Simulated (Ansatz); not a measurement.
## Cu2O5: the change of pressure and energy above lowest point with volume per atom

Equation of state of a cubic crystal from periodic Kohn-Sham density functional theory without spin; pressure corrected for the finite basis. The results are calculated, by Ansatz 0.2.0 development build.

Cell of the first row (space group Pn-3m, No. 224):
```
Cu2O5
1.0
      4.9430     0.0000     0.0000
      0.0000     4.9430     0.0000
      0.0000     0.0000     4.9430
Cu O
4 10
Direct
  0.00000 0.00000 0.00000
  0.50000 0.50000 0.00000
  0.50000 0.00000 0.50000
  0.00000 0.50000 0.50000
  0.50000 0.00000 0.00000
  0.00000 0.50000 0.00000
  0.00000 0.00000 0.50000
  0.50000 0.50000 0.50000
  0.75000 0.75000 0.25000
  0.75000 0.25000 0.75000
  0.25000 0.75000 0.75000
  0.75000 0.25000 0.25000
  0.25000 0.75000 0.25000
  0.25000 0.25000 0.75000
```

Settings of every row: formula Cu2O5; structure type cubic X2O5; functional PBE; spin treatment none; k mesh 22x22x22; occupation method fermi-dirac; occupation width 0.061225619 eV; wave cutoff 420 eV; datasets soft-1 PAW; density cutoff ratio 4.

Limits: a cubic model structure, not a phase known at ambient conditions; no spin polarisation, a magnetic state may lie lower.

```csv
row,volume per atom (Å³),pressure (GPa),energy above lowest point (meV/atom)
1,8.627,10.852,17.56
2,8.81,?,?
3,8.994,3.2,1.79
4,9.177,-0.012,0
5,9.361,-2.873,1.68
6,9.544,-5.42,6.46
7,9.728,-7.686,14
```

Question: what pressure and energy above lowest point should row 2 give?

Worked fit of pressure. Take u = (V_r/V)^(2/3) − 1 with V_r = 9.269 Å³ an atom, which is twice the finite (Eulerian) strain; such expansions in the strain, on which the Birch-Murnaghan equation of state is built, carry the rest volume and the bulk modulus. The shown rows have u = 0.04902, 0.02028, 0.00667, -0.00656, -0.0193, -0.03171. Least squares give pressure = −1.4848 + 216.811 × u + 685.9 × u² + 514.5 × u³ GPa; a parabola predicts inner rows, each left out in turn, worse (root mean square 0.011 against 0.0067 GPa). The rows lie off it by 0.000, 0.001, -0.004, 0.005, -0.003, 0.001 (root mean square 0.0029 GPa). The pressure vanishes at u = 0.0067, or V = 9.177 Å³ an atom, and there the bulk modulus at fixed shape and fractions is B = −V dP/dV = (2/3)(1 + u) dP/du = 152 GPa. The withheld row has u = 0.03444, so the fit gives −1.4848 + 216.811 × (0.03444) + 685.9 × (0.03444)² + 514.5 × (0.03444)³ = 6.817 GPa.

The calculation gave 6.806 GPa. The fit lies 0.011 GPa (0.059 % of the column's range) above it; its largest miss of a shown row is 0.005 GPa.

Worked fit of energy above lowest point. Take u = (V_r/V)^(2/3) − 1 with V_r = 9.269 Å³ an atom, which is twice the finite (Eulerian) strain; such expansions in the strain, on which the Birch-Murnaghan equation of state is built, carry the rest volume and the bulk modulus. The shown rows have u = 0.04902, 0.02028, 0.00667, -0.00656, -0.0193, -0.03171. Least squares give energy above lowest point = 0.433 − 128.74 × u + 9560.6 × u² + 3946 × u³ meV/atom; a parabola predicts inner rows, each left out in turn, worse (root mean square 0.077 against 0.013 meV/atom). The rows lie off it by 0.00, 0.00, 0.00, -0.01, 0.01, 0.00. Its lowest point lies at u = 0.0067, or V = 9.177 Å³ an atom, and the curvature there gives the bulk modulus at fixed shape and fractions, B = (4/9)(1 + u)² E″(u)/V = 152 GPa. The withheld row has u = 0.03444, so the fit gives 0.433 − 128.74 × (0.03444) + 9560.6 × (0.03444)² + 3946 × (0.03444)³ = 7.50 meV/atom.

The calculation gave 7.49 meV/atom. The fit lies 0.01 meV/atom (0.057 % of the column's range) above it, one unit of the last digit.
